The row at 55° looks wrong. There BF₃ lies 695 kJ/mol above its flat form, although the first 5° of bending cost only 10.1 kJ/mol. The energy of a spring grows with the square of the displacement, so seven times the tilt should cost 49 times as much, or about 495 kJ/mol. The molecule resists far more strongly than that.

PySCF 2.14.0, restricted wB97X/def2-TZVP with density fitting, for singlet BF₃ in the gas phase. The three B–F bonds are tilted together from the relaxed flat structure (90°), with their lengths fixed at 1.32 Å, and energies are relative to that structure.

```tsv
angle of each bond to the threefold axis (°)	E BF3 (kJ/mol)	dipole BF3 (D)
55	695.0	3.62
60	456.1	3.13
65	291.5	2.63
70	175.7	2.12
75	94.7	1.60
80	40.9	1.07
85	10.1	0.54
90	0.0	0.00
```

The row is no stray point, because the rows before it lead up to it smoothly. At 60° the spring law, set by the same first step, gives 36 × 10.1, about 364 kJ/mol, and the computed value is already well above it. The dipole changes just as smoothly, so there is no sign of a jump to another electronic state. The calculation does impose paired electrons throughout, and no other state was computed. Within the computed state, the question is what makes the resistance grow.

The geometry narrows the search. At 90° to the threefold axis the three bonds lie in one plane, and at smaller angles the molecule is a pyramid with boron at its tip. The bonds keep their length of 1.32 Å, so bending does two things: it brings the fluorines closer together, and it turns the bonds relative to the orbitals on boron. The distance between two fluorines is √3 × 1.32 Å × sin(angle), which falls from 2.29 Å in the flat molecule to 1.87 Å at 55°.

The tempting explanation is electric charge. Fluorine draws electrons from boron, the three negative fluorines repel one another, and the flat shape keeps them as far apart as the bonds allow. The attraction between boron and fluorine, taken as point charges, doesn't change because the bond lengths are fixed. Repulsion along the three edges is then the whole electrostatic cost, and it has the right sign.

Its size can be estimated by taking the extreme case, in which each fluorine carries a full negative charge. Two such charges 1 Å apart repel by about 1400 kJ/mol, and the energy falls as one over the distance. For three pairs at 55° the cost is 3 × 1400 × (1/1.873 − 1/2.286), or roughly 400 kJ/mol. No constant in this estimate was adjusted to the scan, and the result is little more than half of the computed energy.

The opposite limit, a slight tilt, is just as hard on the idea. To account for the energy at 85° by themselves, the point charges would have to be 1.2 electrons on each fluorine. Boron would then have lost 3.6 electrons, but it has only three in its valence shell. Charge repulsion may well contribute, but it can't carry the cost alone.

Nor does the dipole suggest that the charges build up as the molecule bends. It rises from zero to 3.62 D, which looks like a large flow of electrons. Most of that rise is geometry: three bond dipoles that cancel in the plane stop cancelling when they all lean to one side. Dividing out the lean leaves 2.05 D per bond at 80° and 2.10 D at 55°, almost the same. This is an effective value that also contains distortions of the lone pairs, so it shouldn't be read as the charge on an atom.

The second explanation is lost bonding. In flat BF₃ boron has a formally empty p orbital that stands upright on the plane, and lone pairs on the fluorines donate into it sideways. When the bonds tilt, this orbital no longer stands at right angles to them, and the sideways overlap shrinks as the sine of the angle. The stabilisation goes as the square of the overlap, so the loss grows as 1 − sin²(angle), which is cos²(angle). The tilted p orbital also begins to mix with the orbitals along the bonds, and in the same simple picture that effect has the same angular form, so the term lumps these two effects together.

This explanation gives one reason for the molecule to be flat, though not the only one, since BH₃ has no lone pairs to donate and is flat too. It is a poor reason for the row at 55°. Donation that is lost can't be lost twice, so the cost has an upper limit and falls behind the spring law as the tilt grows. Set to match the energy at 85°, the cos² law predicts 437 kJ/mol at 55°, even less than the spring. Whatever makes BF₃ stiffen must grow faster than this cos² law.

The third explanation is crowding. Each fluorine is surrounded by filled lone pairs, and when two filled shells overlap, the Pauli principle pushes their electrons into combinations that cost more energy than the overlap returns. Such repulsion falls off roughly exponentially with distance, by a factor of e for about every 0.3 Å, a rough recalled figure. The first 5° of bending shorten the gap between fluorines by less than 0.01 Å, and the repulsion hardly notices. By 55° the gap has closed by 0.41 Å, and the same repulsion has grown about fourfold.

The two limits show why the strongly bent rows are the ones that tell these causes apart. Near the plane the fluorines approach one another only as the square of the tilt, and the bonding loss grows as the square too. Every one of the three explanations therefore looks like a spring at first, and a good match there favours none of them. At large tilt they part company: lost bonding, in its cos² form, falls behind the spring law, while crowding runs ahead of it.

A simple measure of the stiffening is the energy divided by cos²(angle). From 85° to 55° this quotient would stay constant for lost bonding alone and would grow by a factor of 2.33 for crowding alone with the 0.3 Å decay. The computed curve gives 1.59, between the two. Point charges give 1.33 whatever their size, so they fall short in shape as well as in strength.

A sum of lost bonding and crowding is therefore the natural model. With the decay length held at 0.3 Å and the two strengths fitted to all eight rows, it follows the scan with a typical miss of 0.2 kJ/mol, as the output below shows. The row at 55° was part of that fit, so the agreement tells us that the two shapes suffice, and it is no independent prediction. What the model adds is a likely reason for the odd row: the last steps of the bend press together shells that the first steps barely moved.

The curve alone doesn't settle the matter completely. A single exponential repulsion, with its decay length left free, also fits all eight rows, with a typical miss of 1.5 kJ/mol. It needs a decay length of 0.53 Å, which is long for repulsion between filled shells, and it leaves no cost for any change in bonding at boron. The better fit of two terms doesn't name them, because other pairs of smooth shapes, such as charge repulsion plus crowding, follow eight points about as closely. The choice of these two causes rests on what is known of bonding in BF₃. The model also leaves something out: in a simple hybrid picture the bonds along B–F lose boron s character as the molecule bends, and that loss grows faster than cos². It goes as cos² divided by sin², so its stiffening factor is 1.48, not far below the computed 1.59. The curve therefore can't say how much of the stiffening is crowding and how much is this loss.

How the cost divides between them is less certain still. With a decay length of 0.3 Å, crowding takes 65% of the energy at 55°; with 0.4 Å it takes 81%, and the fit remains close. These two figures are no bracket: a shorter decay length, which tight second-row shells may well have, or a bonding term that itself stiffens would bring the share down. The two terms can trade strength because both begin as the square of the tilt, and some of the charge repulsion may be hidden in either. The percentages describe the chosen formula and aren't measured parts of the molecule's energy.

The frozen bonds matter most in the very row that looked wrong. A real molecule held at 55° could lengthen its bonds a little, which would move the fluorines apart and relieve the crowding. The 695 kJ/mol is therefore an upper bound on the cost of that angle within this level of theory. By the same reasoning, crowding should add less energy at the same tilt if the bonds were frozen at a greater length, because the fluorines would stay farther apart throughout.

Printed output of the fit:

```
fit of e0 on 8 rows: coefficient of csq 749.5 +/- 2.6, coefficient of rep 151.1 +/- 0.33; rms 0.199, worst 75 0.321, leave-one-out rms 0.593
fit of e0 on 8 rows: coefficient of csq 404.5 +/- 13, coefficient of repb 309.8 +/- 2.7; rms 0.789, worst 60 1.52, leave-one-out rms 2.54
fit of e0 on 8 rows: coefficient of exp((dpl - dff)/s) - 1 581.7 +/- 1.1, s 0.5267; rms 1.49, worst 60 2.79, leave-one-out rms 5.14
Energies in kJ/mol and F-F distance in A:
  row  F-F distance  computed  Coulomb for unit charges  miss of bonding plus crowding  miss of one soft repulsion
   55         1.873       695                     402.5                         0.1474                      -1.288
   60          1.98     456.1                       282                        -0.2992                       2.791
   65         2.072     291.5                     188.5                        -0.1188                       0.447
   70         2.148     175.7                       117                         0.1548                      -1.619
   75         2.208      94.7                     64.31                          0.321                      -1.967
   80         2.252      40.9                     28.12                         0.2519                      -1.244
   85         2.278      10.1                     6.964                        0.04042                     -0.4111
   90         2.286         0                         0                       2.81e-30                           0
Growth of E/cos^2 from 85 to 55 deg, computed (pure bonding law gives 1): 1.589
The same growth for point charges: 1.334
The same growth for repulsion with 0.3 A decay: 2.329
Pure cos^2 law set at 85 deg, prediction at 55 deg (kJ/mol): 437.4
Fluorine charge needed by point charges alone at 85 deg (e): 1.204
Fluorine charge needed by point charges alone at 55 deg (e): 1.314
Boron charge that this needs at 85 deg (e): 3.613
Effective bond dipole at 80 deg (D): 2.054
Effective bond dipole at 55 deg (D): 2.104
Effective charge from the dipole at 55 deg (e): 0.3318
Coulomb cost at 55 deg with that charge (kJ/mol): 44.32
Crowding share at 55 deg with 0.3 A decay (percent): 64.54
Crowding share at 55 deg with 0.4 A decay (percent): 80.75
```
